# Notes: intervalence band and the Robin–Day class II/III boundary, with numbers for the Creutz–Taube ion

## Model and dimensionless groups

I take two diabatic states, with the extra electron on Ru$_a$ or Ru$_b$ of $[(\mathrm{NH_3})_5\mathrm{Ru}(\text{pyrazine})\mathrm{Ru}(\mathrm{NH_3})_5]^{5+}$, and one antisymmetric coordinate $q$, scaled so that the diabatic minima lie at $q=\mp\tfrac12$:

$$H_{aa}=\lambda(q+\tfrac12)^2,\qquad H_{bb}=\lambda(q-\tfrac12)^2,\qquad H_{ab}=H>0 .$$

The states are orthogonal, $H$ is constant, and the dipole operator is $\mathrm{diag}(-eR/2,+eR/2)$, with $R$ the diabatic transfer distance. Energies are in cm$^{-1}$. The four energies $\lambda$, $H$, $k_BT$ and the diabatic quantum $\hbar\omega$ leave three groups:

$$\eta=2H/\lambda,\qquad \tau=k_BT/\lambda,\qquad \gamma=\hbar\omega/\lambda .$$

Band energies are $\lambda$ times a function of these; $R$ enters only the intensity, as $R^2$.

## Static limit, $\tau,\gamma\to0$

$$E_\pm=\lambda(q^2+\tfrac14)\pm\tfrac12\Delta,\qquad \Delta=2\sqrt{\lambda^2q^2+H^2}\ \ge 2H .$$

Since $dE_-/dq=2\lambda q\,(1-\lambda/\Delta)$, a stationary point has $q=0$ or $\Delta=\lambda$.

- **Class II, $\eta<1$.** Minima at $q_0=\pm\tfrac12\sqrt{1-\eta^2}$, vertical gap exactly $\lambda$, curvature $2\lambda(1-\eta^2)$, barrier $\Delta G^*=\lambda(1-\eta)^2/4=\lambda/4-H+H^2/\lambda$.
- **Class III, $\eta>1$.** One minimum at $q=0$, gap $2H$, curvature $2\lambda(1-1/\eta)$.

The gap $\max(\lambda,2H)$ is continuous with a kink. A solvent change that alters only $\lambda$ moves the band one-for-one in class II and not at all in class III.

The lower eigenvector gives the weight on the far site, $w=\tfrac12(1-2\lambda|q|/\Delta)$, the transition dipole $\mu_{12}=eRH/\Delta$ and the difference dipole $\Delta\mu=eR(1-2w)$. At the class II minimum

$$w=\tfrac12\Big[1-\sqrt{1-4H^2/\lambda^2}\Big]=\Big(\frac H\lambda\Big)^2+\Big(\frac H\lambda\Big)^4+\dots$$

Because $w(1-w)=(H/\lambda)^2$ exactly, the leading term is low by the fraction $w$ itself: 10% at $\eta=0.6$, one half at $\eta=1$. Near the boundary $\Delta\mu\simeq eR\sqrt{2(1-\eta)}$, while $\mu_{12}=eR\eta/2$ rises linearly and locks at $eR/2$. The oscillator strength $f=2m_e\Delta\,\mu_{12}^2/(3\hbar^2e^2)$ (no local-field factor) therefore scales as $H^2R^2/\lambda$ in class II and $HR^2$ in class III.

## Inputs

I take as approximate, typical inputs a vertical gap of 6400 cm$^{-1}$ and a Ru···Ru distance of 6.9 Å. At 298 K, $k_BT=207.1$ cm$^{-1}$. The gap fixes only $\max(\lambda,2H)$, so I scan $\eta$ at fixed gap.

| $\eta$ | $\lambda$ | $H$ | $w$ | $(H/\lambda)^2$ | $\Delta G^*$ | $\mu_{12}/eR$ | $\Delta\mu/eR$ |
|---|---|---|---|---|---|---|---|
| 0.2 | 6400 | 640 | 0.0101 | 0.0100 | 1024 | 0.10 | 0.980 |
| 0.5 | 6400 | 1600 | 0.0670 | 0.0625 | 400 | 0.25 | 0.866 |
| 0.8 | 6400 | 2560 | 0.200 | 0.160 | 64 | 0.40 | 0.600 |
| 1 | 6400 | 3200 | 0.500 | 0.250 | none | 0.50 | zero |
| 2 | 3200 | 3200 | 0.500 | not applicable | none | 0.50 | zero |

## Finite $\tau$, classical nuclei

Eliminating $q$ in favour of the gap gives, for every $\eta$,

$$E_-=\frac{(\Delta-\lambda)^2}{4\lambda}-\frac{H^2}{\lambda},\qquad \Big|\frac{dq}{d\Delta}\Big|=\frac{\Delta}{2\lambda\sqrt{\Delta^2-4H^2}} .$$

The absorption coefficient at $h\nu=\Delta$ is proportional to $\Delta\,\mu_{12}^2\,e^{-E_-/k_BT}|dq/d\Delta|$; population of the upper surface is negligible where $\Delta\gg k_BT$. Hence

$$\varepsilon(\Delta)\propto\frac{H^2R^2}{\sqrt{\Delta^2-4H^2}}\exp\!\Big[-\frac{(\Delta-\lambda)^2}{4\lambda k_BT}\Big]\quad(\Delta>2H),$$

and zero below $2H$. It is one Gaussian centred at $\lambda$, of standard deviation $\sigma=\sqrt{2\lambda k_BT}$, cut at $2H$ and multiplied by an integrable inverse-square-root edge. The regime is set by where the cut falls.

**Cut far in the red tail.** The full width at half height is the Hush value $\sqrt{16\ln2\,\lambda k_BT}$; strictly, for $\eta\to0$ it is $\varepsilon\nu$ that is Gaussian. For $\lambda=6400$: $\tau=0.0324$, $\sigma=1.63\times10^3$, width $3.83\times10^3$ cm$^{-1}$. Setting $d\ln\varepsilon/d\Delta=0$ puts the maximum of $\varepsilon$ at $\lambda-2k_BT/(1-\eta^2)$ to first order in $\tau$. For $\eta\to0$ the condition is $\Delta^2-\lambda\Delta+2\lambda k_BT=0$, which gives a shift of $-445$ cm$^{-1}$ against $-414$ at first order. If 6400 cm$^{-1}$ were read as the maximum of $\varepsilon$, then $\lambda=\Delta^2/(\Delta-2k_BT)=6.84\times10^3$ cm$^{-1}$, 7% higher. That is the slack in calling the band maximum $\lambda$.

**Lower crossover.** The barrier equals $k_BT$ at $1-\eta=2\sqrt\tau=0.36$, so $\eta=0.64$ and $H=2.05\times10^3$ cm$^{-1}$. An optical criterion is the loss of the interior maximum. With $y=\Delta/\lambda$ the stationarity condition is $(1-y)(y^2-\eta^2)/y=2\tau$. Its two roots merge when the left side is also stationary, that is $\eta^2=y^2(2y-1)$, which leaves $y(1-y)^2=\tau$. For small $\tau$, $1-y\simeq\sqrt\tau$ and $\eta\simeq1-2\sqrt\tau$, the barrier criterion again. Here $y=0.80$ and $\eta=0.62$. Beyond that the classical band falls monotonically from the edge, though the surface has two wells up to $\eta=1$.

**At $\eta=1$.** The curvature vanishes and $E_-\simeq\text{const}+\lambda q^4$ (the quartic coefficient at $q=0$ is $\lambda^4/8H^3$), so $q\sim\tau^{1/4}$. With $u=\Delta-2H$, $\varepsilon\propto u^{-1/2}(1-u/4\lambda+\dots)e^{-u^2/4\lambda k_BT}$, and the centroid is

$$\langle u\rangle=\frac{2\Gamma(3/4)}{\Gamma(1/4)}\sqrt{\lambda k_BT}-\frac{\operatorname{var}u}{4\lambda}=0.676\sqrt{\lambda k_BT}-0.136\,k_BT ,$$

using $\langle u^2\rangle=\lambda k_BT$ at leading order. This is $7.8\times10^2$, corrected to $7.5\times10^2$ cm$^{-1}$, with an rms spread near $0.8\times10^3$ cm$^{-1}$.

**Cut far in the blue tail.** For $\eta>1$ the exponent becomes linear: $\varepsilon\propto u^{-1/2}e^{-u/\theta}$ with $\theta=2k_BT/(\eta-1)$. Treating $-u^2/4\lambda k_BT$ and $-u/8H$ as perturbations of $\ln\varepsilon$,

$$\langle u\rangle=\frac{k_BT}{\eta-1}\Big[1-\frac{3\tau}{(\eta-1)^2}-\frac{\tau}{2\eta(\eta-1)}+\dots\Big].$$

The width now scales as $T$, not $\sqrt T$, and vanishes as $\lambda k_BT/H$ at large $\eta$. The mirror crossover $\eta-1=2\sqrt\tau$, at fixed $2H=6400$, gives $\eta=1.43$ and $\lambda=4.47\times10^3$ cm$^{-1}$. At $\eta=2$ the series is still slow: $2.1\times10^2$, then $1.6\times10^2$, against $1.8\times10^2$ cm$^{-1}$ from direct quadrature of $\varepsilon$.

So at 298 K the kink is spread over roughly $0.64<\eta<1.43$, a window that closes only as $\sqrt T$.

## Finite $\gamma$

The nuclear kinetic energy is $-A\,d^2/dq^2$ with $A=(\hbar\omega)^2/4\lambda$, so that $2\sqrt{A\lambda}=\hbar\omega$. In the quartic well, $A/\ell^2=\lambda\ell^4$ gives $\ell=(\gamma/2)^{1/3}$ and level spacings of order $\lambda(\gamma/2)^{4/3}$. Equating that to the barrier gives a zero-point window $1-\eta\sim2(\gamma/2)^{2/3}$, which survives at $T=0$. For an illustrative $\hbar\omega=500$ cm$^{-1}$ and $\lambda=6400$ it is 0.23, which rivals the thermal 0.36. The two windows are equal at $\hbar\omega=2\lambda\tau^{3/4}\approx1.0\times10^3$ cm$^{-1}$; these are scaling estimates with prefactors of order one.

In class III, with $\hbar\omega/2H=0.078$ small, I quantise each adiabatic surface harmonically: $\omega_\pm=\omega\sqrt{1\pm1/\eta}$. At $\eta=2$ the quanta are $6.1\times10^2$ (upper) and $3.5\times10^2$ cm$^{-1}$ (lower). The singular edge is replaced by a 0–0 line at $2H+\tfrac12\hbar(\omega_+-\omega_-)$, which is $1.3\times10^2$ cm$^{-1}$ above $2H$, comparable to the classical $\langle u\rangle$, and tends to $2H+\hbar\omega/2\eta$ at large $\eta$. The cut-off is no longer strict. The hot line $2\to0$ is displaced by $\tfrac12\hbar\omega_+-\tfrac52\hbar\omega_-=-5.8\times10^2$ cm$^{-1}$ from $2H$. Its strength relative to 0–0 is the population ratio 0.033 times the Franck–Condon ratio $\tfrac12[(\omega_+-\omega_-)/(\omega_++\omega_-)]^2=0.036$, about $1\times10^{-3}$. This leak is weak. A symmetric Ru–pyrazine mode that modulates $H$ moves the edge itself at first order in its displacement and broadens it on both sides; the model has no such mode.

## Where this leaves the ion

Read as class III, the model's coupling is $H=3200$ cm$^{-1}$, and with the geometric distance its transition dipole is $eR/2=16.6$ D and $f=0.83$. Read as weakly coupled class II, the model's width is $3.8\times10^3$ cm$^{-1}$. As typical knowledge and not as a measurement, the near-infrared band of this ion is roughly 1000–1500 cm$^{-1}$ wide with $f$ of a few hundredths: the class II width overshoots about threefold, the one-mode band at $\eta=2$ is several times too narrow, and $f$ overshoots by more than a factor of ten. Since $f\propto R^2$, that last miss means an effective transfer distance well below the Ru···Ru separation, as expected when the metal orbitals mix with the pyrazine $\pi^*$ level, which a two-state model omits. The relation $H=\Delta/2$ needs no $R$, so it is untouched by this miss, but it holds only if $\eta\ge1$.